**Uniaxial strain of CaPb: why the stretch costs more than the squeeze**

Stretching this CaPb crystal by 15 % along x costs a quarter more energy than compressing it by 15 %, although the compressed crystal resists with twice the stress. The cause is the starting point. The cell at strain zero is already under tension along x, so the crystal helps the first part of a compression and opposes a stretch from the outset. Once this head start is taken out, compression is the dearer direction by a factor of about two.

Two rough sizes are worth remembering. In a crystal with about 30 Å³ an atom, a stress of 1 GPa acting through 1 % strain does work of roughly 2 meV per atom. A leftover stress of a few GPa in the starting cell therefore shifts energies by tens of meV per atom at strains of 10 %. In this crystal, that is comparable to the rest of the elastic energy.

CaPb in the L1_0 structure (a = 3.567, c = 4.628 Å, 29.43 Å³ per atom, not relaxed with LDA), strained along x with the other cell edges and the fractional coordinates fixed. Ansatz 0.2.0, plane-wave PAW, LDA, scalar-relativistic, no spin polarisation, cutoff 420 eV, k mesh 14×14×10, Gaussian smearing of 0.15 eV. Energies are free energies relative to strain zero.

| strain | energy change (meV/atom) | tensile stress along pattern (GPa) | pressure (GPa) |
| --- | --- | --- | --- |
| -0.15 | 124.6 | -15.52 | 4.92 |
| -0.075 | 2.8 | -3.63 | 0.05 |
| 0 | 0.0 | 2.52 | -2.83 |
| 0.0375 | 24.5 | 4.55 | -3.80 |
| 0.1125 | 107.1 | 6.92 | -5.06 |
| 0.15 | 156.1 | 7.29 | -5.48 |

Strain is the relative change of the cell length along x. The cell at strain zero is tetragonal (P4/mmm), and the strain makes the other five cells orthorhombic (Pmmm). The tensile stress along the pattern is positive when the crystal pulls inward, and the pressure is positive when it pushes outward. The energy change is counted from the row at strain zero, which is a reference and not a minimum.

**The limit of small strain**

The other two cell edges are held fixed, so the face on which the stress acts keeps its area. The work for a small step is then the starting volume times the stress times the step in strain, and the energy is the area under the stress curve. For a very small strain the stress hardly changes from its starting value. The energy must therefore begin as a straight line, falling on the compressed side and rising on the stretched side.

The size of this linear term follows from one row. Since 1 GPa equals 6.24 meV/Å³, a stress of 1 GPa on 29.43 Å³ corresponds to 29.43 × 6.24 ≈ 184 meV per atom for unit strain. The starting tension of 2.52 GPa, taken through a strain of 0.15, gives 184 × 2.52 × 0.15 ≈ 69 meV per atom. A stretch has to pay this amount, and a compression receives it.

Taking the term out reverses the order of the two end rows. The stretch falls from 156 to 156 − 69 = 87 meV per atom, and the compression rises from 125 to 125 + 69 = 194 meV per atom. What remains is the energy due to the change of stress along the way, and here compression costs 2.2 times as much as stretch.

**The row that looks soft**

At a strain of −0.075 the energy is only 2.8 meV per atom above the reference, while a stretch half as large costs 24.5. The crystal isn't soft in compression. At −0.075 the linear term returns about 35 meV per atom and the rest costs about 38, so the two nearly cancel. In the small stretch both parts have the same sign and add.

The stress tells the same story in another way. It changes sign between the rows at −0.075 and 0, so the lowest energy along this path lies between them, at a strain of about −0.03 to −0.04. The two rows stand on opposite walls of one valley, at nearly equal height. Their small difference is itself uncertain by about 1 meV per atom, because it depends that much on how the electronic smearing is treated.

Why the starting cell is under tension is less certain. It was not relaxed with LDA, and LDA commonly makes bonds too short, which would leave a cell of fixed size stretched. The atomic datasets were made for another functional, PBE, and may contribute. The scan doesn't separate the two.

**The limits of large strain**

Far from the valley floor, the shape of the stress curve decides. When atoms are pushed together, their electron clouds overlap, and the Pauli principle raises the kinetic energy of the electrons steeply. The attraction that binds the crystal varies more gently with distance. Strong compression is therefore ruled by a fast-growing repulsion, and strong stretch by an attraction that slowly fades.

The geometry shows where the repulsion should act. Each atom has two neighbours of its own kind along x, and their distance follows the strain in full: at −0.15 it has shrunk from 3.57 to 3.03 Å. The eight Ca–Pb contacts run obliquely and shorten by only about 4 %. The like-atom contacts, longer than the Ca–Pb ones at the start, end up as the shortest in the crystal. The stress along the three axes supports this. A contact pushes along its own line, so the oblique Ca–Pb contacts would act sideways at least as strongly as along x. Between strain zero and −0.15, however, the stress shifts towards an outward push by 18 GPa along x, but by only 2 to 3 GPa along y and z. In a picture of forces between pairs of atoms, most of the steep rise therefore belongs to the like-atom contacts along x.

The stiffness follows this picture through the whole scan. Between the two most compressed rows, the stress changes by about 160 GPa per unit strain; between the two most stretched rows, by about 10. The stress is still higher at the last row than at the one before, so its maximum probably lies near that row or beyond it. That maximum is an upper limit to the strength under this kind of strain, because a shear or a shift of the atoms, which the scan doesn't allow, could make the crystal give way earlier.

**A curve with the right limits**

A simple curve with both limits is the Morse form. Its energy combines a repulsion and an attraction, each exponential in the length, with the repulsion decaying twice as fast. The slope of that energy with strain, divided by the starting volume, is the stress:

stress = A·exp(−s·e) − B·exp(−2s·e),

where e is the strain and A, B and s are constants. In strong compression the second term wins and the stress plunges; in a long stretch both terms fade.

The three constants were fitted to the stresses of all six rows, and the curve was then integrated to give the energies, which had no part in the fit. The energies come out with a typical error of 1.6 meV per atom, against a range of more than 150. The largest error is at −0.15, where the curve gives 128 instead of 125 meV per atom. The constants can partly make up for one another, so they describe the shape of the curve and aren't properties of single bonds.

A parabola for the stress also has three constants, but lacks the right limits. Its energies miss by about 8 meV per atom, and it puts the greatest stress at a strain of 0.12, where the computed stress is still climbing. Energy and stress come from the same calculations and are bound together by the work relation. The comparison therefore supports the shape of the curve between the rows; the microscopic reason for that shape rests on the theory above. The printed output after this text gives both fits row by row.

**What the fixed sides do**

The pressure column holds a trap at −0.075, where it is almost zero. The crystal isn't free of stress there. It pushes outward along x with 3.6 GPa and pulls inward along y and z with 1.7 GPa on average, and the mean of the three directions happens to vanish. Along this path, the bottom of the valley is marked by zero stress along x, not by zero pressure.

The sideways pull grows from 0.4 GPa at the most compressed row to 4.6 GPa at the most stretched one. A crystal stretched along x tends to become thinner, and the fixed edges prevent it. In an ordinary tensile test the sides are free to contract, so the stresses here shouldn't be read as those of a pulled bar.

**Reading a similar scan**

The first number to look at is the stress at strain zero. If it is tensile, moderate compression will look cheap; if it is compressive, moderate stretch will. Multiplying that stress by the volume and the strain gives the linear term, and subtracting it uncovers the asymmetry of the bonding.

The same asymmetry can be seen here without any subtraction, by measuring strain from the stress-free point. The row at −0.15 lies about 0.11 below that point, and the row at 0.1125 about 0.15 above it. The shorter way into compression ends at 125 meV per atom above the reference row, the longer way into stretch at only 107. Counting from the bottom of the valley instead would raise both by the same amount.

Output of the analysis:

```
Geometry, energy without the linear term, stiffness, lateral tension:
     row  like-atom contact along x (Å)  Ca-Pb contact (Å)  linear term (meV/atom)  energy less linear term (meV/atom)  stress slope from the row before (GPa)  mean tension along y and z (GPa)
   -0.15                          3.032              3.291                  -69.43                                 194                                     n/a                              0.38
  -0.075                          3.299              3.355                  -34.72                               37.52                                   158.5                              1.74
     0.0                          3.567              3.423                       0                                   0                                      82                             2.985
  0.0375                          3.701              3.458                   17.36                               7.142                                   54.13                             3.425
  0.1125                          3.968              3.532                   52.08                               55.02                                    31.6                              4.13
    0.15                          4.102               3.57                   69.43                               86.67                                   9.867                             4.575
fit of sig on 6 rows: coefficient of exp(-s*strain) 27.16 +/- 0.24, coefficient of exp(-2*s*strain) -24.47 +/- 0.2, s 2.812; rms 0.109, worst 0.0 0.166, leave-one-out rms 0.452
fit of sig on 6 rows: constant 2.67 +/- 0.43, coefficient of strain 73.57 +/- 2.7, coefficient of strain**2 -300 +/- 30; rms 0.479, worst -0.075 -0.905, leave-one-out rms 1.6
Curves fitted to stress and the energies they give:
     row  strain from the stress-free point (Morse)  Morse stress (GPa)  parabola stress (GPa)  Morse energy (meV/atom)  parabola energy (meV/atom)
   -0.15                                     -0.113              -15.49                 -15.12                    128.1                       140.5
  -0.075                                   -0.03797               -3.78                 -4.535                    2.872                       8.973
     0.0                                    0.03703               2.686                   2.67                        0                           0
  0.0375                                    0.07453               4.622                  5.007                    25.57                       26.93
  0.1125                                     0.1495               6.796                  7.149                    106.4                       114.5
    0.15                                      0.187               7.286                  6.955                    155.1                       163.6
Energy at +0.15 over energy at -0.15: 1.253
Size of stress at -0.15 over stress at +0.15: 2.129
Energy less linear term, -0.15 over +0.15: 2.239
Strain of zero stress along x, straight line between rows: -0.03073
Strain of zero stress along x, Morse curve: -0.03703
Energy at that point from the straight line (meV/atom): -7.113
Energy at that point from the Morse curve (meV/atom): -9.63
Strain at which the parabola stress has its maximum: 0.1226
Rms miss of Morse energies (meV/atom): 1.562
Rms miss of parabola energies (meV/atom): 8.238
```
